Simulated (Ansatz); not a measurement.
A series in volume scale on Mg

All results are calculated (Ansatz 0.2.0). Free energy against uniform scaling of the volume at fixed shape and fractions; periodic cell, basis, potentials, k mesh and filling as listed.

The cell before it is scaled or strained (space group Fm-3m, No. 225):
```
cell vectors (Å)
   0.0000     2.2517     2.2517
   2.2517     0.0000     2.2517
   2.2517     2.2517     0.0000
atoms (fractions of the cell vectors)
Mg  0.00000  0.00000  0.00000
```

Settings of every row: functional LDA; dispersion none; potentials PAW; wave cutoff 500 eV; density cutoff 2000 eV; k mesh 9x9x9; k shift 0x0x0; occupations gaussian; smearing width 0.1 eV; spin none.

Limits: coarse k mesh, up to 40 meV an atom off; the cell comes from a prototype or a list of computed structures and needn't be the stable phase.

```
row  volume scale  V (Å³/atom)  energy above lowest point (meV/atom)
  1        0.9406       21.477                                     0
  2        0.9703       22.155                                   0.4
  3             1       22.833                                     ?
  4        1.0297       23.511                                  14.5
  5        1.0594       24.189                                  26.9
```

Question: what energy above lowest point should row 3 give?

Worked fit of energy above lowest point. Take u = (V_r/V)^(2/3) − 1 with V_r = 22.833 Å³ an atom, which is twice the finite (Eulerian) strain; such expansions in the strain, on which the Birch-Murnaghan equation of state is built, carry the rest volume and the bulk modulus. The shown rows have u = 0.04166, 0.0203, -0.01932, -0.03773. Least squares give energy above lowest point = 5.46 − 360.6 × u + 5505 × u² meV/atom; a straight line predicts inner rows, each left out in turn, worse (root mean square 5 against 0.032 meV/atom). All shown rows lie on it to the printed digit. Its lowest point lies at u = 0.0328, or V = 21.76 Å³ an atom, and the curvature there gives the bulk modulus at fixed shape and fractions, B = (4/9)(1 + u)² E″(u)/V = 38.4 GPa. The withheld row has u = 0, so the fit gives 5.46 − 360.6 × (0) + 5505 × (0)² = 5.5 meV/atom.

The calculation gave 5.4 meV/atom. The fit lies 0.1 meV/atom (1.9 % of the value, 0.37 % of the column's range) above it, one unit of the last digit.
